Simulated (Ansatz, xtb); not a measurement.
Two isomers of CH7ClSi2

Structure a: `C[SiH2][SiH2]Cl`, a singlet. Structure b: `[SiH3]C[SiH2]Cl`, a singlet. Both are isolated molecules in the gas phase, relaxed with B3LYP-D3(BJ)/def2-SVP, each in the lowest conformer that the search found.

Quicker runs give these differences E(b) − E(a): GFN2-xTB −0.215 eV; HF/STO-3G +0.115 eV (at GFN2-xTB geometries); r2SCAN-D4/def2-SVP −0.134 eV (at GFN2-xTB geometries).

Problem. Estimate E(b) − E(a) at the level CCSD(T)/def2-SVP + ΔMP2/def2-TZVPP.

Solution. Calculated at CCSD(T)/def2-SVP + ΔMP2/def2-TZVPP: E(b) − E(a) = −0.162 eV, so structure b lies lower.

How the difference moves with the method:

| level | geometry | E(b) − E(a) (eV) | departure from the last row (eV) | job, with rough time for the two |
| --- | --- | --- | --- | --- |
| GFN2-xTB | GFN2-xTB | −0.215 | −0.053 | optimisation, 0.14 s |
| HF/STO-3G | GFN2-xTB | +0.115 | +0.276 | single point, 0.32 s |
| r2SCAN-D4/def2-SVP | GFN2-xTB | −0.134 | +0.027 | single point, 3.6 s |
| B3LYP-D3(BJ)/def2-SVP | B3LYP-D3(BJ)/def2-SVP | −0.096 | +0.066 | optimisation, 28 s |
| HF/def2-SVP | B3LYP-D3(BJ)/def2-SVP | −0.188 | −0.027 | part of the CCSD(T) run |
| MP2/def2-SVP | B3LYP-D3(BJ)/def2-SVP | −0.208 | −0.046 | part of the CCSD(T) run |
| CCSD(T)/def2-SVP | B3LYP-D3(BJ)/def2-SVP | −0.150 | +0.011 | single point |
| CCSD(T)/def2-SVP + ΔMP2/def2-TZVPP | B3LYP-D3(BJ)/def2-SVP | −0.162 |  | single point, 20 s |

As drawn, b has 1 C–Si, 1 Si–H in place of 1 Si–Si, 1 C–H.

HF/STO-3G puts the two in the other order. The largest departure from CCSD(T)/def2-SVP + ΔMP2/def2-TZVPP is that of HF/STO-3G, 0.276 eV. The last row adds to CCSD(T) the change of the MP2 difference between the two basis sets, here −0.011 eV.

With harmonic frequencies from B3LYP-D3(BJ)/def2-SVP (ideal gas, rigid rotor, one conformer each, 298.15 K, 1 atm): on the last row, ΔE + ΔZPE = −0.205 eV. A mode under 50 cm⁻¹ makes harmonic enthalpies and free energies unreliable, so none is given.

The correlated steps freeze 16 core orbitals. Run with Ansatz 0.2.0, xtb 6.7.1; the last row on 2 threads of Arm Neoverse V1 on a shared host.

The isomer with carbon between the two silicon atoms is favoured, and every level except HF/STO-3G agrees on this. Both structures keep the Si–Cl bond, so the preference probably reflects the exchange of the other bonds. A Si–C bond is stronger than Si–Si because the compact carbon orbitals overlap better with silicon and the bond gains polar character. Replacing a strong C–H bond with a weaker Si–H bond offsets much of this gain, which leaves a modest difference. The same exchange explains why zero-point energy widens the gap to −0.205 eV, as a stiff C–H stretch gives way to a softer Si–H one.

Hartree–Fock already gives the right order in def2-SVP, so the reversal in STO-3G points to the inflexible minimal basis, without polarisation functions on silicon, more than to missing correlation. The energies fit the known thermal conversion of polysilanes into carbosilanes, but they say nothing about the barrier to rearrangement.
